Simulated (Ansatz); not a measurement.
## Ligand exchange: CBr2F2 + C2H5ClSi → CBrClF2 + C2H5BrSi

Species: CBr2F2 (dibromodifluoromethane) `FC(F)(Br)Br`, singlet; C2H5ClSi `C=C[SiH2]Cl`, singlet; CBrClF2 `FC(F)(Cl)Br`, singlet; C2H5BrSi `C=C[SiH2]Br`, singlet. The partners trade Br for Cl: C–Br and Si–Cl bonds give way to C–Cl and Si–Br.

Shapes, held fixed at every level: PBE0-D4/def2-TZVP. Flexible molecules stand in one conformer, not always the lowest. Programs: Ansatz 0.2.0. The zero-point and thermal change to 298 K, harmonic and unscaled (PBE0-D4/def2-TZVP), is +0.2 kJ/mol.

| level | kind | ΔH(298 K) (kJ/mol) | less CCSD(T)/def2-TZVPP |
| --- | --- | --- | --- |
| HF/def2-TZVPP | Hartree–Fock | -3.3 | -5.4 |
| SPW92/def2-TZVPP | LDA | -1.5 | -3.6 |
| BHLYP-D4/def2-TZVPP | global hybrid | +0.6 | -1.5 |
| MP2/def2-SVP | perturbation theory | -8.6 | -10.7 |
| MP2/def2-TZVPP | perturbation theory | +2.8 | +0.7 |
| CCSD(T)/def2-SVP | coupled cluster or CI | -7.7 | -9.8 |
| CCSD/def2-TZVPP | coupled cluster or CI | +1.6 | -0.5 |
| CCSD(T)/def2-TZVPP | coupled cluster or CI | +2.1 | 0.0 |

The highest level, CCSD(T)/def2-TZVPP, gives ΔH(298 K) = +2.1 kJ/mol; the levels span -8.6 to +2.8. That is about zero within the method's error. They disagree on the sign: 4 of 8 are positive. The column of differences is taken from that level and isn't an error. No measured value is set beside it here. Relativity is left out for Br unless named. Correlated rows may include outer-core shells of Br, which these sets cover unevenly.

The exchange is close to thermoneutral because it conserves the number of carbon–halogen and silicon–halogen bonds. Both carbon and silicon bind chlorine more strongly than bromine, so the gain at carbon nearly offsets the loss at silicon. Silicon's lower electronegativity favours the more polar Si–Cl bond, but the fluorines make the carbon centre electron-poor too, which probably narrows the difference between the two sites.

The basis set matters more here than the choice of correlated method. CCSD(T) moves from -7.7 to +2.1 kJ/mol between the smaller and larger sets, and MP2 shifts the same way, whereas MP2, CCSD and CCSD(T) agree closely in the larger one. The exothermic values in the small set therefore suggest an uneven description of polarisation and correlation in the four exchanged bonds, not a real preference for the products. The results support a near balance of halogen affinities, but with so large a basis shift, even the small positive value could change on going beyond triple-zeta quality.
